In metallic Zr₂N, a sampling mesh of only one or two points puts the relaxed volume wrong by 5 to 6 %, judged by the 4x4x8 mesh. A 2x2x4 mesh cuts that error to about 0.4 %. The problem is to find where these errors come from and how much may still be hidden in the denser meshes.

Ansatz 0.2.0, scalar-relativistic PBEsol with PAW and a plane-wave cutoff of 420 eV, without spin polarization. Tetragonal Zr₂N (P4₂/mnm, 6 atoms per cell), with cell and atoms relaxed towards zero pressure on each k mesh. All meshes are Γ-centred, and the occupations have Gaussian smearing of width 0.1 eV.

```tsv
k mesh	volume per atom (Å³)	length a (Å)	length b (Å)	length c (Å)
1x1x1	14.797	4.806	4.806	3.844
1x1x2	16.504	5.596	5.596	3.162
2x2x4	15.664	5.355	5.355	3.277
4x4x4	15.725	5.365	5.365	3.278
4x4x6	15.721	5.370	5.370	3.271
4x4x8	15.724	5.369	5.369	3.273
8x8x10	?	?	?	?
```

The k mesh gives the number of sampled electron wave vectors along the three cell directions. Lengths a and b are the equal edges of the tetragonal base, and length c is the short edge.

**(a) Why does the number of sampled wave vectors change the size and shape of the cell, and why do the first two rows not belong to a smooth trend?**

*Solution.* Electron states in a crystal form bands that vary continuously with the wave vector. Taking N points along one direction amounts to repeating the crystal after N cell edges. Four points along a therefore describe a repeat of about 21 Å, but four points along the shorter c edge describe only 13 Å. A short edge needs more points for the same quality.

In a metal some bands are filled for part of the wave vectors and empty for the rest. With the single point of 1x1x1 this partial filling is lost, and the calculation shows a false gap of 0.57 eV. The 1x1x2 row has no gap, but its occupations are still practically whole numbers.

Relaxation makes this worse. The cell can lower the energy of the few sampled states while the states between them, which would resist, are not counted. The 1x1x1 cell gains about 3 eV in this way, against 0.04 eV for 4x4x8. The ratio c/a ends at 0.80 for 1x1x1 and at 0.57 for 1x1x2, while the denser meshes agree on 0.61. The first two rows are two different false structures.

**(b) All runs start from the same cell, of 16.15 Å³ per atom. Can the pressure in that cell foretell the relaxed volume?**

*Solution.* A coarse mesh gives a wrong stress, and relaxation changes the cell until this wrong stress vanishes. For a small change, the relative volume change is the starting pressure divided by the stiffness of the crystal. The 4x4x8 run supplies the stiffness. It starts at −4.91 GPa, where the minus sign means that the cell wants to shrink, and it shrinks by 2.64 %, so the stiffness is 4.91/0.0264 ≈ 186 GPa.

The 2x2x4 run, which played no part in that value, starts at −5.40 GPa. The estimate is a shrinkage of 5.40/186 ≈ 2.9 %, and the relaxed cell shows 3.0 %. The harder test is the extra shrinkage relative to 4x4x8, where the estimate gives 0.26 % and the runs give 0.37 %. The stress error thus accounts for most of the volume error. The rest may arise because the sampling error itself changes as the cell relaxes, but no run tests this.

For the two coarsest meshes the estimate fails even in sign. It predicts that 1x1x1 expands by about 3 %, yet that cell shrinks by 8 %. It predicts that 1x1x2 shrinks by 1 %, yet that cell expands by 2 %. The linear step holds only near the starting cell, and these two runs travel far from it on a false energy surface.

**(c) Predict the relaxed cell for 8x8x10, with an error bar.**

*Solution.* The three 4x4 rows agree in volume to 0.004 Å³ per atom. That agreement is tempting as an error bar, but it would be the wrong one. These rows differ only in the sampling along c, so an error of the in-plane mesh would be common to all three and invisible in their spread.

The step from 2x2x4 to 4x4x4 does show the in-plane error, because only the in-plane mesh changes there. The volume rises by 0.061 Å³ per atom and a by 0.010 Å, while c hardly moves. I assume that the next in-plane doubling moves the cell at most half as far. This is caution, not a law.

The forecast is the mean of the three 4x4 rows. Its half-width is half the in-plane step plus half the spread of those rows, which for the volume gives 0.061/2 + 0.004/2 ≈ 0.033 Å³ per atom. The same recipe serves for the edges:

- volume per atom: 15.723 ± 0.033 Å³
- a = b: 5.368 ± 0.008 Å
- c: 3.274 ± 0.004 Å

The ratio c/a should stay near 0.61. I forecast no direction for the remaining shift, since sampling errors can change sign from one mesh to the next.

The withheld rows as computed:

```tsv
k mesh	volume per atom (Å³)	length a (Å)	length b (Å)	length c (Å)
8x8x10	15.729	5.370	5.370	3.273
```

All three values fall inside their ranges. The volume lies 0.006 Å³ per atom above the forecast, a is 0.002 Å above and c is 0.001 Å below. These are not three independent successes, because the two edges fix the volume.

The half-width for the volume was more than five times the miss, so the assumed halving was too cautious. The calculation rounds off the sharp edge between filled and empty states over about 0.1 eV, which helps, but this can hardly be the whole reason. The energies of the three 4x4 rows still differ by several meV per atom, so their sampling is not yet fully converged. The relaxed volume, however, depends only on how the energy changes with the cell, and an error that is nearly the same for neighbouring cells drops out. The starting pressures of these three rows differ by only about 1 %, which fits this view.

Most of the small miss in volume comes from where the runs stopped. When the program renews its set of plane waves for the changed cell, the pressure jumps by about 0.05 GPa. The three 4x4 runs then relaxed this pressure away, but the 8x8x10 run stopped right after the jump, at −0.045 GPa, so its cell would still shrink a little. With the stiffness from part (b), that is worth 0.045/186 ≈ 0.024 % in volume, or about 0.004 of the 0.006 Å³ per atom.

For practical use, a good volume does not prove a good shape. Judged by 8x8x10, the 4x4x4 volume is right to 0.03 %, but its c edge is still 0.15 % too long and its a edge 0.1 % too short, and the two errors largely cancel in the volume. With 4x4x6 the repeat lengths are nearly balanced, at about 21 and 20 Å, and both edges come within 0.1 %. For the same repeat length, a longer edge needs fewer points.

This agreement shows that the mesh is dense enough for the cell lengths, not that these lengths match a real sample. Every row shares the same PBEsol functional, the same plane-wave cutoff and atomic datasets made for another functional, PBE. A bias from any of these would survive every refinement of the mesh. The printed output below lists the repeat lengths, the pressure estimates and the misses of the averages.

The analysis program printed:

```
Sampling length and shape:
     row  'in-plane supercell (angstrom)'  'c supercell (angstrom)'   'c/a'  'volume change from start (%)'
   1x1x1                            5.369                     3.273  0.7998                          -8.378
   1x1x2                            5.369                     6.546   0.565                           2.192
   2x2x4                            10.74                     13.09   0.612                          -3.009
   4x4x4                            21.48                     13.09   0.611                          -2.632
   4x4x6                            21.48                     19.64  0.6091                          -2.656
   4x4x8                            21.48                     26.18  0.6096                          -2.638
  8x8x10                            42.95                     32.73  0.6095                          -2.607
Volume step from 2x2x4 to 4x4x4 (angstrom^3 per atom): 0.061
Step in a from 2x2x4 to 4x4x4 (angstrom): 0.01
Step in c from 2x2x4 to 4x4x4 (angstrom): 0.001
Volume spread of the three 4x4 rows (angstrom^3 per atom): 0.004
Spread in a of the three 4x4 rows (angstrom): 0.005
Spread in c of the three 4x4 rows (angstrom): 0.007
Forecast half-width for volume (angstrom^3 per atom): 0.0325
Forecast half-width for a (angstrom): 0.0075
Forecast half-width for c (angstrom): 0.004
Effective stiffness from the 4x4x8 run (GPa): 186.3
Volume change estimated from starting pressure for 2x2x4 (%): -2.897
Volume change estimated from starting pressure for 1x1x2 (%): -1.035
Volume change estimated from starting pressure for 1x1x1 (%): 2.846
fit of volume_per_atom on 3 rows (good): constant 15.72 +/- 0.0012; rms 0.0017, worst 4x4x6 0.00233, leave-one-out rms 0.00255
  rows outside the fit (model, value, miss): 1x1x1 15.72, 14.8, 0.926; 1x1x2 15.72, 16.5, -0.781; 2x2x4 15.72, 15.66, 0.0593; 8x8x10 15.72, 15.73, -0.00567
fit of length_a on 3 rows (good): constant 5.368 +/- 0.0015; rms 0.00216, worst 4x4x4 0.003, leave-one-out rms 0.00324
  rows outside the fit (model, value, miss): 1x1x1 5.368, 4.806, 0.562; 1x1x2 5.368, 5.596, -0.228; 2x2x4 5.368, 5.355, 0.013; 8x8x10 5.368, 5.37, -0.002
fit of length_c on 3 rows (good): constant 3.274 +/- 0.0021; rms 0.00294, worst 4x4x4 -0.004, leave-one-out rms 0.00442
  rows outside the fit (model, value, miss): 1x1x1 3.274, 3.844, -0.57; 1x1x2 3.274, 3.162, 0.112; 2x2x4 3.274, 3.277, -0.003; 8x8x10 3.274, 3.273, 0.001
```
